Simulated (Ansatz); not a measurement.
## Si: the change of energy above lowest point with volume scale

Free energy against uniform scaling of the volume at fixed shape and fractions; periodic cell, basis, potentials, k mesh and filling as listed. The results are calculated, by Ansatz 0.2.0.

The cell before it is scaled or strained (space group P6/mmm, No. 191):
```
Si
1.0
      2.5270     0.0000     0.0000
     -1.2635     2.1884     0.0000
      0.0000     0.0000     2.3730
Si
1
Direct
  0.00000 0.00000 0.00000
```

Settings of every row: functional LDA; dispersion none; potentials all-electron LAPW; k mesh 13x13x12; k shift 0x0x0; occupations fermi dirac; smearing width 0.1 eV; spin none.

Limits: coarse k mesh, up to 40 meV an atom off; minimum outside the range.

```csv
row,volume scale,V (Å³/atom),energy above lowest point (meV/atom)
1,0.92,12.073,212.4
2,0.96,12.598,121
3,1,13.123,58.6
4,1.04,13.648,?
5,1.08,14.173,0
```

Question: what energy above lowest point should row 4 give?

Worked fit of energy above lowest point. Take u = (V_r/V)^(2/3) − 1 with V_r = 12.861 Å³ an atom, which is twice the finite (Eulerian) strain; such expansions in the strain, on which the Birch-Murnaghan equation of state is built, carry the rest volume and the bulk modulus. The shown rows have u = 0.04305, 0.01387, -0.01335, -0.06271. Least squares give energy above lowest point = 86.51 + 2294.6 × u + 14597 × u² meV/atom; a straight line predicts inner rows, each left out in turn, worse (root mean square 26 against 0.3 meV/atom). The rows lie off it by 0.1, -0.1, 0.1, 0.0. The withheld row has u = -0.03882, so the fit gives 86.51 + 2294.6 × (-0.03882) + 14597 × (-0.03882)² = 19.4 meV/atom.

The calculation gave 19.7 meV/atom. The fit lies 0.3 meV/atom (1.5 % of the value, 0.14 % of the column's range) below it; its largest miss of a shown row is 0.1 meV/atom.
